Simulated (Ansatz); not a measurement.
A series in volume scale on MgAu

All results are calculated (Ansatz 0.2.0). Free energy against uniform scaling of the volume at fixed shape and fractions; periodic cell, basis, potentials, k mesh and filling as listed.

The cell before it is scaled or strained (space group Pm-3m, No. 221):
```
CELL_PARAMETERS angstrom
3.26980 0.00000 0.00000
0.00000 3.26980 0.00000
0.00000 0.00000 3.26980
ATOMIC_POSITIONS crystal
Mg 0.50000 0.50000 0.50000
Au 0.00000 0.00000 0.00000
```

Settings of every row: functional LDA; dispersion none; accuracy medium; potentials PAW; wave cutoff 470 eV; density cutoff 3760 eV; k mesh 9x9x9; k shift 0x0x0; occupations methfessel paxton; smearing width 0.1 eV; spin none; SCF threshold exponent -9.

Limits: coarse k mesh, up to 40 meV an atom off; stress loosely converged; no spin-orbit coupling, which can matter with elements this heavy.

```csv
row,volume scale,V (Å³/atom),pressure (GPa),energy above lowest point (meV/atom)
1,0.9406,16.441,1.44,0
2,0.9703,16.961,-1.7,0.6
3,1,17.48,?,?
4,1.0297,17.999,-6.42,27.8
5,1.0594,18.518,-8.24,51.7
```

Question: what pressure and energy above lowest point should row 3 give?

Worked fit of pressure. Take u = (V_r/V)^(2/3) − 1 with V_r = 17.48 Å³ an atom, which is twice the finite (Eulerian) strain; such expansions in the strain, on which the Birch-Murnaghan equation of state is built, carry the rest volume and the bulk modulus. The shown rows have u = 0.0417, 0.0203, -0.01932, -0.03773. Least squares give pressure = −4.28 + 119.95 × u + 406.5 × u² GPa; a straight line predicts inner rows, each left out in turn, worse (root mean square 0.37 against 0.061 GPa). The rows lie off it by 0.01, -0.02, 0.03, -0.01. The pressure vanishes at u = 0.0322, or V = 16.67 Å³ an atom, and there the bulk modulus at fixed shape and fractions is B = −V dP/dV = (2/3)(1 + u) dP/du = 101 GPa. The withheld row has u = 0, so the fit gives −4.28 + 119.95 × (0) + 406.5 × (0)² = -4.28 GPa.

The calculation gave -4.27 GPa. The fit lies 0.01 GPa (0.1 % of the column's range) below it, one unit of the last digit.

Worked fit of energy above lowest point. Take u = (V_r/V)^(2/3) − 1 with V_r = 17.48 Å³ an atom, which is twice the finite (Eulerian) strain; such expansions in the strain, on which the Birch-Murnaghan equation of state is built, carry the rest volume and the bulk modulus. The shown rows have u = 0.0417, 0.0203, -0.01932, -0.03773. Least squares give energy above lowest point = 10.34 − 694 × u + 10680 × u² meV/atom; a straight line predicts inner rows, each left out in turn, worse (root mean square 9.7 against 0.15 meV/atom). The rows lie off it by 0.0, -0.1, 0.1, 0.0. Its lowest point lies at u = 0.0325, or V = 16.66 Å³ an atom, and the curvature there gives the bulk modulus at fixed shape and fractions, B = (4/9)(1 + u)² E″(u)/V = 97.3 GPa. The withheld row has u = 0, so the fit gives 10.34 − 694 × (0) + 10680 × (0)² = 10.3 meV/atom.

The calculation gave 10.4 meV/atom. The fit lies 0.1 meV/atom (0.19 % of the column's range) below it, one unit of the last digit.
